# How a stretched drain-current transient responds when one condition is changed

## The reference transient

An AlGaN/GaN transistor with SiN passivation is stressed until its traps are full. It is then switched to a small drain bias, and the current recovers as the traps empty. We assume that the current deficit is proportional to the trapped charge, which requires that charge to be small against the channel electron density. We also assume no recapture and a constant channel temperature. The recovery is taken to have the form of Kohlrausch, later used for dielectrics by Williams and Watts:

$$\Delta I_D(t)=\Delta I_0\,\phi(t),\qquad \phi(t)=\exp[-(t/\tau_0)^\beta],\qquad 0<\beta\le 1 .$$

The reference inputs are illustrative and were chosen to be typical of such devices: $\Delta I_0=40$ mA/mm, $\tau_0=100$ ms and $\beta=1/2$ at $T_1=300$ K, with an effective activation energy $E_0=0.60$ eV. Every number below is therefore the model's. The question is what happens to the residual deficit, the mean recovery time and the small-signal loss when the disorder, the frequency, the temperature, the field or the filling pulse is changed, one at a time.

## Three tools

**Rate spectrum.** Suppose each trap empties exponentially with its own rate $k=1/\tau$, and put $u=k\tau_0$. Then

$$e^{-p^\beta}=\int_0^\infty L_\beta(u)\,e^{-up}\,du,\qquad p=t/\tau_0 .$$

For $0<\beta<1$ the derivatives of $\phi$ alternate in sign at every order, and Bernstein's theorem then guarantees $L_\beta\ge0$. Setting $p=0$ shows that it is normalised. It is the one-sided Lévy stable density. Folding the inversion contour around the cut $p=se^{\pm i\pi}$ gives

$$L_\beta(u)=\frac1\pi\int_0^\infty e^{-us}\,e^{-s^\beta\cos\pi\beta}\sin(s^\beta\sin\pi\beta)\,ds .$$

Large $u$ samples small $s$, where the integrand is $e^{-us}s^\beta\sin\pi\beta$, so $L_\beta\to\Gamma(1+\beta)\sin(\pi\beta)\,u^{-1-\beta}/\pi$. The weight per unit $\ln\tau$ is $g(\ln\tau)=uL_\beta(u)$ at $u=\tau_0/\tau$, so $g\propto\tau^{\beta}$ for fast traps. For $\beta=1/2$ the integral is elementary, $L=u^{-3/2}e^{-1/(4u)}/(2\sqrt\pi)$, and

$$g(\ln\tau)=\sqrt{\frac{\tau}{4\pi\tau_0}}\;e^{-\tau/4\tau_0}.$$

> **Predict.** The plot of $-d\phi/d\ln t$ is often read as a trap spectrum. Does it peak where $g$ does?

It does not. With $x=(t/\tau_0)^\beta$, $-d\phi/d\ln t=\beta xe^{-x}$, which peaks at $t=\tau_0$ with height $\beta/e$, here 0.184. The logarithm of $g$ is $\tfrac12\ln\tau-\tau/4\tau_0$ plus a constant, which is largest at $\tau=2\tau_0=200$ ms. The derivative plot is $g$ smeared by the lopsided response of one exponential.

**Moments.** Integrate $t^{s-1}\phi$ in two ways. Directly, the substitution $x=(t/\tau_0)^\beta$ gives $\tau_0^s\,\Gamma(s/\beta)/\beta$. Trap by trap, $\int t^{s-1}e^{-t/\tau}dt=\Gamma(s)\tau^s$. Equating the two,

$$\langle\tau^s\rangle=\tau_0^s\,\frac{\Gamma(1+s/\beta)}{\Gamma(1+s)},\qquad \langle\tau\rangle=\int_0^\infty\phi\,dt=\frac{\tau_0}{\beta}\Gamma(1/\beta).$$

The average converges for $s>-\beta$, so the mean rate ($s=-1$) diverges for $\beta<1$. The first two derivatives of $\ln\langle\tau^s\rangle$ at $s=0$ are the mean and variance of $\ln\tau$. With the digamma values $\psi(1)=-\gamma_E$ (Euler's constant) and $\psi'(1)=\pi^2/6$,

$$\langle\ln(\tau/\tau_0)\rangle=-\gamma_E\left(\frac1\beta-1\right),\qquad \sigma_{\ln\tau}^2=\frac{\pi^2}{6}\left(\frac1{\beta^2}-1\right).$$

**Loss.** Take time dependence $e^{-i\omega t}$. If a small drain-voltage step $v$ gives the current $[g_\infty-\Delta g(1-\phi)]v$, the output admittance, with its capacitive part removed, is $g_\infty-\Delta g\,\chi(\omega)$, where $\chi=\int_0^\infty(-\dot\phi)\,e^{i\omega t}dt$. We call $\chi''=\mathrm{Im}\,\chi$ the loss. The same $\phi$ applies only at the bias point of the transient. Put $w=\omega\tau_0$. Expanding $\sin\omega t$ and using $\int t^n(-\dot\phi)\,dt=\tau_0^n\Gamma(1+n/\beta)$ gives the low-frequency series, which is asymptotic:

$$\chi''=\Gamma(1+1/\beta)\,w-\tfrac16\Gamma(1+3/\beta)\,w^3+\dots$$

Its first term is $\omega\langle\tau\rangle$. Expanding $\phi$ in powers of $t^\beta$, with $\int_0^\infty t^{a-1}e^{i\omega t}dt=\Gamma(a)\,\omega^{-a}e^{i\pi a/2}$ (understood with a convergence factor for $a\ge1$), gives a series that converges for $\beta<1$:

$$\chi''=\sum_{n=1}^\infty(-1)^{n-1}\frac{\Gamma(1+n\beta)}{n!}\sin\frac{n\pi\beta}{2}\;w^{-n\beta}.$$

The loss thus rises as $\omega$ below the peak and falls as $\omega^{-\beta}$ above it. For $\beta=1/2$ the series starts $0.627\,w^{-1/2}-0.5\,w^{-1}+0.157\,w^{-3/2}$, and its sum has a maximum of 0.273 at $w=0.74$, that is at 1.2 Hz.

## Change 1: a more disordered passivation, $\beta=1/2\to1/3$ at fixed $\tau_0$

> **Predict.** Give the sign of the change in the deficit at 10 ms, in the deficit at 1 s, in the mean time and in the geometric mean time.

*Reasoning.* All curves pass through $1/e$ at $t=\tau_0$. For $t<\tau_0$ a smaller power of a number below one is larger, so $\phi$ falls: recovery is faster at first. For $t>\tau_0$ it is slower. The spectrum widens on both sides. The arithmetic mean is governed by the slow side and should rise. The formula for $\langle\ln\tau\rangle$ says that the geometric mean falls.

*Calculation.* The geometric mean is $\tau_0e^{-\gamma_E(1/\beta-1)}$, and the time to a 1 % residue is $\tau_0(\ln100)^{1/\beta}$.

| quantity | $\beta=1$ | $\beta=1/2$ | $\beta=1/3$ |
|---|---|---|---|
| $\Delta I_D$ at 10 ms (mA/mm) | 36.2 | 29.2 | 25.1 |
| $\Delta I_D$ at 1 s (mA/mm) | 0.0018 | 1.69 | 4.64 |
| $\langle\tau\rangle$ (ms) | 100 | 200 | 600 |
| geometric mean (ms) | 100 | 56.1 | 31.5 |
| $\sigma_{\ln\tau}/\ln10$ (decades) | 0 | 0.96 | 1.58 |
| time to 1 % (s) | 0.461 | 2.12 | 9.77 |

The local sensitivity is $d\ln\langle\tau\rangle/d\beta=-\psi(1+1/\beta)/\beta^2$, which is $-3.69$ at $\beta=1/2$. A fit uncertainty of 0.02 in $\beta$ at fixed $\tau_0$ moves the mean time by 7 %. Extrapolating this slope to $\beta=1/3$ gives a factor of 1.85 where the exact factor is 3, so the response is strongly nonlinear. A device judged by a single reading at 10 ms would look improved by this change, while its tail has grown.

## Change 2: the measuring frequency, 100 Hz $\to$ 1 kHz

> **Predict.** A single trap level far above its peak loses a factor of ten per decade. What does the stretched response lose? Is the true drop larger or smaller than the asymptote says?

*Reasoning.* Both frequencies lie above the peak, so the loss falls by roughly $10^{-\beta}=0.316$. The second term of the series is negative and fades faster than the first. It lowers the 100 Hz value more than the 1 kHz value, so the true drop is milder.

*Calculation.* At 100 Hz, $w=62.8$: the leading term is 0.0791, the second term removes 10 % of it, and the full sum is 0.0714. At 1 kHz, $w=628$: the leading term is 0.0250, the second removes 3.2 %, and the sum is 0.0242. The ratio is 0.339, a slope of $-0.47$ on logarithmic axes. Nearly two decades above the peak the slope is still visibly shallower than $-1/2$, because successive terms differ only by $w^{-\beta}$. A single level with $\tau=200$ ms, whose loss is $\omega\tau/(1+\omega^2\tau^2)$, would give 30 times less at 1 kHz.

> **Predict.** Now apply Change 1 at fixed frequency. Does the loss rise or fall at 1 kHz, and at 10 mHz?

Broadening moves weight into both wings, so both rise. At 1 kHz the series with $\beta=1/3$ sums to 0.0471, a factor of 1.94 above the reference. At 10 mHz, $w=0.00628$. For $\beta=1/2$ the low-frequency series is $2w(1-60w^2+\dots)$, the correction is 0.24 %, and the loss is 0.01254. For $\beta=1/3$ it is $6w(1-10080w^2+\dots)$, and the correction is 0.40 of the first term. The limiting factor of 3 is therefore not yet reached at 10 mHz.

## Change 3: the chuck temperature, 300 K $\to$ 350 K

Thermal emission to a parabolic band has $\tau=AT^{-2}e^{E/k_BT}$, where $T^2$ comes from the band density of states times the thermal velocity. The trap with $\tau=\tau_0$ at 300 K is assigned $E=E_0$. On heating to $T_2=350$ K it speeds up by

$$\left(\frac{T_2}{T_1}\right)^2\exp\left[\frac{E_0}{k_B}\left(\frac1{T_1}-\frac1{T_2}\right)\right]=1.361\times27.54=37.5,$$

so its new time constant is $\tau_0'=2.67$ ms. What the other traps do depends on the origin of the spread. In model A all traps share $E_0$ and differ in $A$, for instance through their tunnelling distance from the interface. In model B they share $A$ and differ in $E$.

> **Predict.** In which model does the shape on a logarithmic time axis change? In which does the mean time fall more?

*Reasoning.* In A every $\ln\tau$ shifts by the same amount, so $\beta$ is fixed and the curve slides rigidly. In B the deep traps are the slow ones and gain most from heating, so the spectrum narrows. The mean is weighted toward them and falls faster than $\tau_0$.

*Calculation, model A.* The mean falls from 200 ms to 5.34 ms. The deficit at 10 ms drops from the fraction 0.729 to $\exp[-(10/2.67)^{1/2}]=0.144$. The loss shows opposite signs on the two sides of the peak. At 10 mHz it follows $\omega\langle\tau\rangle$ and falls by a factor of about 37. At 1 kHz, $w$ drops to 16.8 and the loss rises. The asymptote predicts $37.5^{1/2}=6.12$, while the full series gives 0.1255, a factor of 5.18. On the high-frequency wing the thermal activation of the loss tends to $\beta E_0$ and not to $E_0$.

*Calculation, model B.* At 300 K the width of $g$ translates into $\sigma_E=k_BT_1\sigma_{\ln\tau}=25.85\ \text{meV}\times2.221=57$ meV. Let $r=T_1/T_2=6/7$. Since $\tau/\tau_0=e^{(E-E_0)/k_BT_1}$, each trap obeys $\tau'=\tau_0'(\tau/\tau_0)^r$, and the moment formula gives the new mean exactly:

$$\langle\tau'\rangle=\tau_0'\,\frac{\Gamma(1+r/\beta)}{\Gamma(1+r)}=1.648\,\tau_0'=4.40\ \text{ms}.$$

The mean falls by 45.5 in place of 37.5. A two-point Arrhenius plot of $\ln(\langle\tau\rangle T^2)$ would return 0.635 eV although $E_0=0.60$ eV.

> **Predict.** Is the transient of model B at 350 K again a stretched exponential?

Test it with two definitions of $\beta$. The width scales as $\sigma_{\ln\tau}'=r\,\sigma_{\ln\tau}$, so matching the variance needs $1/\beta'^2-1=3r^2$, or $\beta'=0.559$. The fast tail becomes $g\propto\tau^\beta\propto\tau'^{\,\beta/r}$, so the high-frequency loss exponent is $\beta T_2/T_1=0.583$, proportional to $T$ as long as it stays below one. The two values differ, so the new curve is only approximately of the stretched form, and a fitted $\beta$ depends on the time window. The sign is unambiguous: a $\beta$ that grows on heating is what a spread in energy produces, and a constant $\beta$ is what a spread in prefactor produces.

Two side terms deserve their sizes. The fast tail must end near the prefactor time $\tau_0e^{-E_0/k_BT_1}=8.3$ ps, and the weight of $g$ below it is only $5\times10^{-6}$, although this cutoff is what keeps the mean rate finite. Self-heating is not small: $d\ln\tau_0/dT=-(2/T+E_0/k_BT^2)=-0.084$ K$^{-1}$, so a channel 5 K above the chuck shortens $\tau_0$ by a factor of 1.5.

## Change 4: the local field, 0.2 $\to$ 0.4 MV/cm

Assume the active traps lie in the GaN and attract the emitted electron by a Coulomb force, and that the field $\mathcal F$ is uniform over them. Both field values are illustrative. The potential energy $-q^2/(4\pi\varepsilon_0\varepsilon_rz)-q\mathcal Fz$ has its maximum at $-\Delta E$, the Poole–Frenkel lowering

$$\Delta E=\sqrt{\frac{q^3\mathcal F}{\pi\varepsilon_0\varepsilon_r}} .$$

> **Predict.** Doubling the field shortens $\tau_0$. Does it change $\beta$ in model A or in model B?

*Reasoning.* In neither. Every barrier drops by the same energy, so every $\ln\tau$ shifts by the same amount. Field and temperature are thus complementary probes: only temperature tells A from B. A field that varies from trap to trap would add its own variance to $\ln\tau$ and broaden the transient.

*Calculation.* With the compiled high-frequency dielectric constant of wurtzite GaN, 5.3 (Chen 2018), the usual choice for a fast escape, $\Delta E$ goes from 147 to 208 meV. The difference of 61 meV is $2.36\,k_BT$ at 300 K and shortens all times by 10.6. Two refinements rival this effect. The compiled static constant along $c$, 10.4 (Ioffe Institute), reduces the factor to 5.4. Escape at angle $\theta$ to the force has the lowering $\Delta E\sqrt{\cos\theta}$. Averaging over the forward hemisphere and leaving the backward one unchanged gives, with $y=\Delta E/k_BT$, the enhancement $\tfrac12+[1+(y-1)e^y]/y^2$, and its ratio between the two fields is 7.9 for $\varepsilon_r=5.3$. The supported statement is a speed-up of very roughly 5 to 10. For the factors 10.6 and 5.4 the residual fraction at 10 ms falls from 0.729 to 0.36 and 0.48. The square root in the exponent softens the response at fixed time. For neutral traps this lowering is absent, and for traps inside the SiN the permittivity of the film replaces that of GaN.

## Change 5: the filling pulse, 1 s $\to$ 10 ms

Assume linear response, in which each trap fills and empties with the same time constant. This holds for a small step about a bias point and fails for hard off-state stress, where capture has its own kinetics. A pulse of length $t_p$ is a step up followed by a step down, so at time $t$ after its end

$$\Delta I_D(t)=\Delta I_0\,[\phi(t)-\phi(t+t_p)] .$$

> **Predict.** For one trap level a shorter pulse lowers the amplitude and leaves the decay time alone. What happens here?

*Reasoning.* A short pulse fills only traps with $\tau\lesssim t_p$. The fast tail of $g$ holds many of them, so the amplitude falls slowly, as $(t_p/\tau_0)^\beta$. The slow traps stay nearly empty, so the normalised recovery is faster, although no trap has changed.

*Calculation.* The amplitude $1-\phi(t_p)$ falls from 0.958 to 0.271, where a single level with $\tau=100$ ms would keep only 0.095. The area under the transient is $\int_0^\infty[\phi(t)-\phi(t+t_p)]\,dt=\int_0^{t_p}\phi\,dt$, which for $\beta=1/2$ equals $2\tau_0[1-(1+a)e^{-a}]$ with $a=\sqrt{t_p/\tau_0}$. Area over amplitude is the apparent mean time: 172 ms for the long pulse and 30.0 ms for the short one. The short-pulse estimate $t_p/(t_p/\tau_0)^\beta=\sqrt{t_p\tau_0}$ gives 31.6 ms. The normalised residue at 100 ms falls from 0.346 to 0.065. Even the pulse of $10\,\tau_0$ misses 14 % of the saturated mean time of 200 ms. A time constant from such a transient belongs to the trap population and the filling pulse together, so $\tau_0$ and $\beta$ can be compared between passivations only at a stated pulse length, temperature and bias.